# Mandel photocount formula and count variance: solution key

## Premises and conventions

Light of centre frequency $\nu_0$ and bandwidth $B\ll\nu_0$ falls on a detector of quantum efficiency $\eta$, and $n$ photoelectrons are counted in a window $[0,T]$. The complex envelope $E(t)$ of each polarisation component is scaled so that $|E|^2$ is a photon flux in s$^{-1}$. The total flux is $\Phi(t)=P_{\rm opt}(t)/h\nu_0$, with $P_{\rm opt}$ the cycle-averaged power. Angle brackets denote ensemble averages, and the Fano factor is $F=\operatorname{var}n/\langle n\rangle$.

- **P1.** For a given field history, the probability of one photoelectron in $dt$ is $\lambda(t)\,dt$ with $\lambda=\eta\Phi$, and that of two or more is $o(dt)$. This is the first-order transition rate into a continuum of final states, with $\eta$ constant over $B$.
- **P2.** For a given field history, events in disjoint intervals are independent: no dead time, afterpulsing or saturation.
- **P3.** The field is a stationary random process with a non-negative probability distribution.
- **P4.** Every photoelectron is counted once, without dark counts, avalanche gain or circuit noise.

## Question 1. Derive the count distribution $P(n)$.

**Step 1: fixed history.** Let $p_n(t)$ be the probability of $n$ counts in $[0,t]$. To first order in $dt$, $n$ counts at $t+dt$ arise from $n$ counts and no event or from $n-1$ counts and one event (P1), and the probabilities multiply (P2):

$$p_n(t+dt)=p_n(t)\,[1-\lambda\,dt]+p_{n-1}(t)\,\lambda\,dt\quad\Rightarrow\quad \dot p_n=\lambda(t)\,(p_{n-1}-p_n),$$

with $p_{-1}=0$ and $p_n(0)=\delta_{n0}$.

**Step 2: generating function.** Define $q(s,t)=\sum_n p_n s^n$. Multiplying by $s^n$ and summing, with $\sum_n p_{n-1}s^n=sq$, gives $\partial_t q=\lambda(t)(s-1)q$ and $q(s,0)=1$. Hence

$$q(s,T)=e^{(s-1)W},\qquad W=\eta\int_0^T\Phi(t)\,dt .$$

The coefficient of $s^n$ in $e^{-W}e^{sW}$ is $p_n=W^ne^{-W}/n!$. The history enters only through the dimensionless number $W$.

**Step 3: ensemble average.** By P3, $W$ has a probability density $\rho(W)\ge0$, and the law of total probability gives

$$\boxed{P(n)=\left\langle\frac{W^ne^{-W}}{n!}\right\rangle=\int_0^\infty\frac{W^ne^{-W}}{n!}\,\rho(W)\,dW},\qquad Q(s)\equiv\sum_nP(n)s^n=\langle e^{(s-1)W}\rangle .\tag{1}$$

This is Mandel's formula (1958).

## Question 2. Find the variance, and treat coherent light.

The $k$-th derivative of $\sum_nP(n)s^n$ at $s=1$ is the factorial moment $\langle n(n-1)\cdots(n-k+1)\rangle$, and that of $\langle e^{(s-1)W}\rangle$ is $\langle W^k\rangle$. Thus $\langle n\rangle=\langle W\rangle$ and $\langle n(n-1)\rangle=\langle W^2\rangle$, so that

$$\operatorname{var}n=\langle n(n-1)\rangle+\langle n\rangle-\langle n\rangle^2=\langle n\rangle+\langle W^2\rangle-\langle W\rangle^2,$$

$$\boxed{\operatorname{var}n=\langle n\rangle+\operatorname{var}W},\qquad F=1+\frac{\operatorname{var}W}{\langle W\rangle}\ge1 .\tag{2}$$

The first term is shot noise, the second is excess noise carried by the fluctuating intensity.

To express $\operatorname{var}W$ through the field, let $g^{(2)}(\tau)=\langle\Phi(t)\Phi(t+\tau)\rangle/\bar\Phi^2$, which is even in $\tau$ by stationarity. For an even function $f$, the strip of the square $[0,T]^2$ with $|t-t'|$ between $\tau$ and $\tau+d\tau$ has area $2(T-\tau)\,d\tau$, so

$$\int_0^T\!\!\int_0^Tf(t-t')\,dt\,dt'=2\int_0^T(T-\tau)f(\tau)\,d\tau .\tag{3}$$

With $\langle W\rangle=\eta\bar\Phi T$,

$$\frac{\operatorname{var}W}{\langle W\rangle^2}=\frac{2}{T^2}\int_0^T(T-\tau)\,[g^{(2)}(\tau)-1]\,d\tau .\tag{4}$$

**Coherent light.** An ideal amplitude-stabilised laser has $\Phi=\bar\Phi$ in every member of the ensemble. Then $\rho(W)=\delta(W-\eta\bar\Phi T)$, $P(n)$ is Poissonian and $F=1$ for every $T$. Phase noise leaves $|E|^2$ unchanged and does not alter this. For a real laser, by (2), the Poisson law is adequate while $\langle n\rangle\operatorname{var}W/\langle W\rangle^2\ll1$.

## Question 3. Derive $P(n)$ and the variance for thermal light.

**Definition.** Thermal light in one spatial mode and one polarisation is a zero-mean circular complex Gaussian process: $\langle E(t)E(t')\rangle=0$ and $K(t,t')=\langle E(t)E^*(t')\rangle=\bar\Phi\,\gamma(t-t')$. Here $\gamma(\tau)=\int\sigma(\nu)e^{-2\pi i\nu\tau}d\nu$, where $\sigma$ is the spectrum normalised to unit area and $\nu$ is measured from $\nu_0$.

**Step 1: independent modes.** The kernel $K$ is Hermitian, continuous and non-negative on $[0,T]$, so it has orthonormal eigenfunctions $\phi_k$ with eigenvalues $\kappa_k\ge0$, and $K(t,t')=\sum_k\kappa_k\phi_k(t)\phi_k^*(t')$. Expand $E=\sum_ka_k\phi_k$ with $a_k=\int_0^T\phi_k^*E\,dt$. Then $\langle a_ka_l^*\rangle=\iint\phi_k^*K\phi_l=\kappa_k\delta_{kl}$ and $\langle a_ka_l\rangle=0$. The $a_k$ are linear in $E$, hence jointly Gaussian, and uncorrelated Gaussian variables are independent. Orthonormality gives

$$W=\sum_kW_k,\qquad W_k=\eta|a_k|^2,\qquad\langle W_k\rangle=w_k=\eta\kappa_k .$$

**Step 2: one mode.** The density of $a_k$ is $e^{-|a|^2/\kappa_k}/\pi\kappa_k$. With $d^2a=\tfrac12\,d|a|^2\,d\varphi$ the phase integral supplies $\pi$, so $W_k$ is exponential, $\rho=e^{-W/w}/w$ (index dropped), with $\langle W^2\rangle=2w^2$ and variance $w^2$. In (1),

$$P(n)=\frac1{w\,n!}\int_0^\infty W^ne^{-W(1+1/w)}dW=\frac{w^n}{(1+w)^{n+1}},\qquad Q(s)=\frac1{1+w(1-s)} .\tag{5}$$

This is the geometric (Bose–Einstein) law, with $\operatorname{var}n=w+w^2$.

**Step 3: all modes.** Independence factorises the average in (1) and makes variances add:

$$Q(s)=\prod_k\frac1{1+w_k(1-s)},\qquad\langle n\rangle=\sum_kw_k,\qquad\operatorname{var}W=\sum_kw_k^2 .\tag{6}$$

Define the effective number of detected modes $M=(\sum_kw_k)^2/\sum_kw_k^2$, which is at least 1 and need not be an integer. Equation (2) becomes

$$\boxed{\operatorname{var}n=\langle n\rangle+\frac{\langle n\rangle^2}{M}},\qquad F=1+\frac{\langle n\rangle}M,\qquad\frac1{\rm SNR}\equiv\frac{\operatorname{var}n}{\langle n\rangle^2}=\frac1{\langle n\rangle}+\frac1M .\tag{7}$$

The SNR cannot exceed $M$ at any power.

**Step 4: equal weights.** If $M$ modes share $w=\langle n\rangle/M$, then $Q=[1+w(1-s)]^{-M}=(1+w)^{-M}[1-sw/(1+w)]^{-M}$, and the binomial series gives the negative binomial law

$$P(n)=\frac{\Gamma(n+M)}{n!\,\Gamma(M)}\,\frac{w^n}{(1+w)^{n+M}} .\tag{8}$$

For unequal weights (8), used with the effective $M$, has the exact mean and variance but only approximate higher moments. As $M\to\infty$ at fixed $\langle n\rangle$, $Q\to e^{(s-1)\langle n\rangle}$, the Poisson law.

## Question 4. Express $M$ through the spectrum, the window and the polarisation.

**Temporal modes.** The eigenfunction expansion gives $\sum_k\kappa_k=\int_0^TK(t,t)\,dt=\bar\Phi T$ and $\sum_k\kappa_k^2=\iint|K|^2dt\,dt'$. With (3), for one polarisation,

$$\frac1{M_t}=\frac2{T^2}\int_0^T(T-\tau)\,|\gamma(\tau)|^2d\tau .\tag{9}$$

Equations (4) and (9) agree for all $T$, and differentiating $T^2$ times each twice with respect to $T$ yields $g^{(2)}=1+|\gamma|^2$, the Siegert relation. For short windows $|\gamma|\to1$ and $M_t\to1$. For long windows $M_t\to T/\tau_c$ with

$$\tau_c=\int_{-\infty}^\infty|\gamma|^2d\tau=\int\sigma^2d\nu ,$$

the second form by Parseval's theorem. In terms of the full width at half maximum $B$, this integral is $1/B$ for a rectangle ($\sigma=1/B$), $\sqrt{2\ln2/\pi}/B=0.664/B$ for a Gaussian and $1/\pi B$ for a Lorentzian.

**Rectangular passband.** Here $\gamma=\sin(\pi B\tau)/\pi B\tau$. With $x=BT$ and $u=B\tau$, (9) reads $1/M_t=(2/x^2)\int_0^x(x-u)\sin^2(\pi u)/(\pi u)^2du$. Integration by parts of the first piece, and $2\sin^2\theta=1-\cos2\theta$ in the second, give

$$\int_0^x\frac{\sin^2\pi u}{(\pi u)^2}du=\frac1\pi\left[\operatorname{Si}(2\pi x)-\frac{\sin^2\pi x}{\pi x}\right],\qquad\int_0^x\frac{\sin^2\pi u}{\pi^2u}du=\frac{\operatorname{Cin}(2\pi x)}{2\pi^2},$$

where $\operatorname{Si}z=\int_0^z\sin v\,dv/v$ and $\operatorname{Cin}z=\int_0^z(1-\cos v)\,dv/v=\gamma_E+\ln z-\operatorname{Ci}z$, with $\gamma_E$ Euler's constant and Ci the cosine integral. Therefore

$$\frac1{M_t}=\frac2{\pi x}\left[\operatorname{Si}(2\pi x)-\frac{\sin^2\pi x}{\pi x}\right]-\frac{\operatorname{Cin}(2\pi x)}{\pi^2x^2}.\tag{10}$$

For $x\ll1$, $|\gamma|^2\approx1-(\pi u)^2/3$ gives $1/M_t\approx1-\pi^2x^2/18$. For $x\gg1$, $\operatorname{Si}z\approx\pi/2-\cos z/z$ and $\operatorname{Ci}z\to0$; the oscillating terms cancel at order $x^{-2}$, leaving $1/M_t=1/x-[1+\gamma_E+\ln2\pi x]/\pi^2x^2+O(x^{-3})$.

**Polarisation.** Let the light consist of two uncorrelated, hence independent, orthogonal components with the same $\sigma(\nu)$, carrying fractions $(1\pm\mathcal P)/2$ of the flux, where $\mathcal P$ is the degree of polarisation. The squared fractions sum to $(1+\mathcal P^2)/2$, and variances add, so

$$M=\frac{2M_t}{1+\mathcal P^2}.\tag{11}$$

## Question 5. Show how random deletion changes the Fano factor.

Let $n$ events have any distribution $P_{\rm in}(n)$, and let each survive independently with the same probability $\eta$. The number $m$ of survivors is binomial for given $n$, and the binomial theorem gives

$$Q_{\rm out}(s)=\sum_nP_{\rm in}(n)\sum_{m=0}^n\binom nm(\eta s)^m(1-\eta)^{n-m}=Q_{\rm in}(1-\eta+\eta s).\tag{12}$$

Each derivative at $s=1$ brings down one factor $\eta$: $\langle m\rangle=\eta\langle n\rangle$ and $\langle m(m-1)\rangle=\eta^2\langle n(n-1)\rangle$. Then

$$\operatorname{var}m=\eta^2(\langle n^2\rangle-\langle n\rangle)+\eta\langle n\rangle-\eta^2\langle n\rangle^2=\eta^2\operatorname{var}n+\eta(1-\eta)\langle n\rangle ,$$

and division by $\eta\langle n\rangle$ gives

$$\boxed{F_{\rm out}=1+\eta\,(F_{\rm in}-1)} .\tag{13}$$

Consequences:

1. Loss drives $F$ towards 1 from either side, and successive stages multiply their $\eta$.
2. The ratio $(F-1)/\langle n\rangle$ is invariant. For thermal light it equals $1/M$, so neutral loss leaves $M$ unchanged.
3. Inserting $s\to1-\eta+\eta s$ in $\langle e^{(s-1)U}\rangle$, with $U=\int_0^T\Phi\,dt$, gives $\langle e^{(s-1)\eta U}\rangle$, which is (1) with $W=\eta U$. A detector of efficiency $\eta$ is equivalent to an ideal one behind a neutral attenuator.
4. P3 was not used, so (13) also holds for $F_{\rm in}<1$: a fixed photon number, $F_{\rm in}=0$, gives $F_{\rm out}=1-\eta$.
5. A polariser or spectral filter transmits different modes with different probabilities, changes $M$, and is in general not described by (13).

## Question 6. Show that filtered ASE is thermal light, and find its mode occupation.

Follow one mode (a narrow frequency cell, one polarisation, the single guided spatial mode) along the doped fibre. Per unit length, emission raises the photon number from $n$ to $n+1$ with probability $a(n+1)$, stimulated plus spontaneous, and absorption lowers it with probability $bn$. The coefficients $a$ and $b$ are proportional to the upper- and lower-level Er$^{3+}$ populations times their cross-sections. They are treated as non-random: the upper-state lifetime is typically about 10 ms, and the inversion, even with its response quickened by the pump, cannot follow picosecond intensity fluctuations, so modes evolve independently. Then

$$\frac{dp_n}{dz}=a\,[n\,p_{n-1}-(n+1)p_n]+b\,[(n+1)p_{n+1}-n\,p_n],$$

and summing with $s^n$, with a prime for $\partial_s$,

$$\partial_zq=(s-1)\,[\,a\,q+(as-b)\,q'\,].$$

Try $q=1/[1+\bar n(z)(1-s)]$, for which $q'=\bar nq^2$ and $\partial_zq=(s-1)q^2\,d\bar n/dz$. Division by $(s-1)q^2$ gives

$$\frac{d\bar n}{dz}=a\,[1+\bar n(1-s)]+(as-b)\bar n=a+(a-b)\,\bar n .$$

The variable $s$ has dropped out, so the trial form is an exact solution, and $\bar n(0)=0$ matches a vacuum input. For uniform inversion over a length $L$,

$$\bar n=n_{\rm sp}(G-1),\qquad G=e^{(a-b)L},\qquad n_{\rm sp}=\frac a{a-b}.\tag{14}$$

For $z$-dependent $a$ and $b$ the law stays geometric and (14) defines $n_{\rm sp}$. The amplifier has no phase reference, so the state is diagonal in photon number. A coherent state averaged over its phase is diagonal and Poissonian, and by (5) an exponential mixture of these is geometric. The output of each mode is therefore a Gaussian-weighted mixture of coherent states, which satisfies P3 and the definition in Question 3.

A long interval $T'$ has modes spaced by $1/T'$, so each polarisation carries the flux $\int\bar n(\nu)\,d\nu$, where $\bar n(\nu)$ now includes the filter transmission. For unpolarised ASE and $T\gg\tau_c$, $\langle n\rangle=2\eta T\int\bar n\,d\nu$ and $M=2T(\int\bar n\,d\nu)^2/\int\bar n^2d\nu$, so

$$F-1\to\eta\,\frac{\int\bar n^2d\nu}{\int\bar n\,d\nu},$$

which is $\eta\bar n$ for a lossless rectangular filter. The excess noise relative to shot noise is the number of detected photons per mode.

## Range of validity

- **Field.** Equations (1) and (2) need P3 and so give $F\ge1$. In the quantum treatment (Kelley and Kleiner, 1964) $W$ becomes an operator and the expression in (1) is normally ordered. Its expectation in a coherent state is the same function of the classical amplitude, so (1) is exact for any non-negative mixture of coherent states, and fails for sub-Poissonian light, where (13) remains usable.
- **Thermal results.** Equations (5) to (11) need Gaussian statistics with zero mean: no signal present, and no intensity-dependent element, such as a fast saturated amplifier, after the source. Equation (7) is then exact; (8) is exact only for equal weights.
- **Bandwidth.** $B\ll\nu_0$ and $\eta$ flat over $B$.
- **Detector.** The window is a sharp gate. A smooth electrical response replaces the factor $(T-\tau)/T^2$ in (9) by the autocorrelation of the unit-area impulse response. Dead time and saturation violate P2, and avalanche gain violates P4.
- **Added noise.** Independent dark counts and circuit noise add their variances to (2). White current noise of one-sided density $S$ has autocorrelation $(S/2)\delta(\tau)$ and adds $ST/2e^2$; the gate thus has noise bandwidth $B_e=1/2T$. As a test, $S=2eI$ returns $IT/e=\langle n\rangle$.

## Question 7. Numerical illustration: filtered ASE of an Er-doped fibre amplifier.

**Assumed inputs**, chosen as typical of such equipment and treated as exact: $\lambda_0=1550$ nm, $G=20$ dB $=100$, $n_{\rm sp}=1.5$, no input signal, unpolarised output, a lossless rectangular filter with $B=100$ GHz, $\eta=0.80$, $T=100$ ps.

**Mean values.** $h\nu_0=hc/\lambda_0=1.2816\times10^{-19}$ J, $\nu_0=193.4$ THz, $B/\nu_0=5.2\times10^{-4}$, and the filter width is $\lambda_0^2B/c=0.80$ nm. From (14), $\bar n=1.5\times99=148.5$. The flux is $\bar\Phi=2\bar nB=2.97\times10^{13}$ s$^{-1}$, the power $\bar\Phi h\nu_0=3.81$ µW or $-24.2$ dBm, the responsivity $\eta e/h\nu_0=1.00$ A/W and the photocurrent 3.81 µA. The window holds $\bar\Phi T=2970$ photons, and $\langle n\rangle=2376$.

**Mode number.** $\tau_c=10$ ps, $x=10$, $\sin\pi x=0$, $\operatorname{Si}(20\pi)=1.55489$, $\operatorname{Cin}(20\pi)=4.71793$. Equation (10) gives

$$1/M_t=0.098987-0.004780=0.094207,\qquad M_t=10.615,\qquad M=21.23 .$$

The long-window value $2BT=20$ would overstate the excess variance by 6 % and give $F=1+\eta\bar n=119.8$.

**Variance.** The excess term is $2376^2/21.23=2.659\times10^5$, so $\operatorname{var}n=2.683\times10^5$, the standard deviation is 518 counts, and shot noise is 0.9 % of the variance. Coherent light of the same power has a standard deviation of 48.7 counts. An ideal detector would give $F_{\rm in}=1+2970/21.23=140.9$, and (13) gives $1+0.80\times139.9=112.9$, as does (7).

| Case | $\langle n\rangle$ | $M$ | $F$ | $\operatorname{var}n$ | SNR |
|---|---|---|---|---|---|
| ASE as above | 2376 | 21.23 | 112.9 | $2.683\times10^5$ | 21.04 |
| ideal polariser added | 1188 | 10.615 | 112.9 | $1.341\times10^5$ | 10.52 |
| 50 % neutral attenuator | 1188 | 21.23 | 56.96 | $6.767\times10^4$ | 20.86 |
| 30 dB neutral attenuator | 2.376 | 21.23 | 1.112 | 2.642 | 2.137 |
| coherent, same power | 2376 | $\infty$ | 1 | 2376 | 2376 |

The polariser and the 50 % attenuator remove the same power. The polariser discards modes, keeps $F$ and halves the SNR; the attenuator deletes photons, halves $F-1$ and hardly changes the SNR.

**A probability.** Behind the 30 dB attenuator (8) gives $P(0)=(1+2.376/21.23)^{-21.23}=0.105$, against the Poisson value $e^{-2.376}=0.093$. The exact value follows from (6): $\ln P(0)=-\sum w_k+\tfrac12\sum w_k^2-\tfrac13\sum w_k^3+\dots$, and (8) reproduces the first two sums. Write $w_k=w_0\mu_k$ with $w_0=10^{-3}\eta\bar n=0.1188$. The $\mu_k$ are eigenvalues of a band-limiting projection restricted to the window, so $0\le\mu_k\le1$, and per polarisation $\sum\mu_k^3\le\sum\mu_k^2=x^2/M_t=9.421$. Equation (8) corresponds to $\sum\mu_k^3=(\sum\mu_k^2)^2/x=8.875$, which is also the lower bound by the Cauchy–Schwarz inequality. The cubic terms for two polarisations thus differ by at most $\tfrac23w_0^3\,(9.421-8.875)=6\times10^{-4}$ in $\ln P(0)$, too little to change the figures printed.

**Size of the neglected noise.** A 50 Ω load at $\Theta=300$ K has $S=4k_B\Theta/R_L$ and adds $2k_B\Theta T/R_Le^2=6.45\times10^5$, a standard deviation of 803 electrons. This is 2.4 times the count variance of the first row and lowers its SNR from 21.04 to 6.2, so a simple p-i-n receiver at this power is limited by its load rather than by the light. A dark current of 10 nA, typical of the upper range for InGaAs p-i-n diodes, adds 6.2 counts per window, negligible in the first three rows but larger than the mean of the fourth. That row describes an ideal number-resolving counter.

**Comparison with typical devices.** All numbers are the model's. The usual expression for the noise figure, $[2n_{\rm sp}(G-1)+1]/G=2.98$ or 4.7 dB, lies in the typical range of about 4 to 6 dB for Er-doped amplifiers because $n_{\rm sp}$ was chosen so. The filter shape matters more. Practical passbands are rounded, and in the long-window limit a Gaussian passband of the same width and unit peak transmission has $M$ larger by the factor $1/0.664=1.5$ and $F-1$ smaller by the factor $1/\sqrt2=0.71$, since squaring a Gaussian narrows it by $\sqrt2$. For passbands between these two shapes the rectangular model understates $M$ by up to about a third of the true value, and it overstates $F-1$ by up to about 40 %, more if the filter has insertion loss.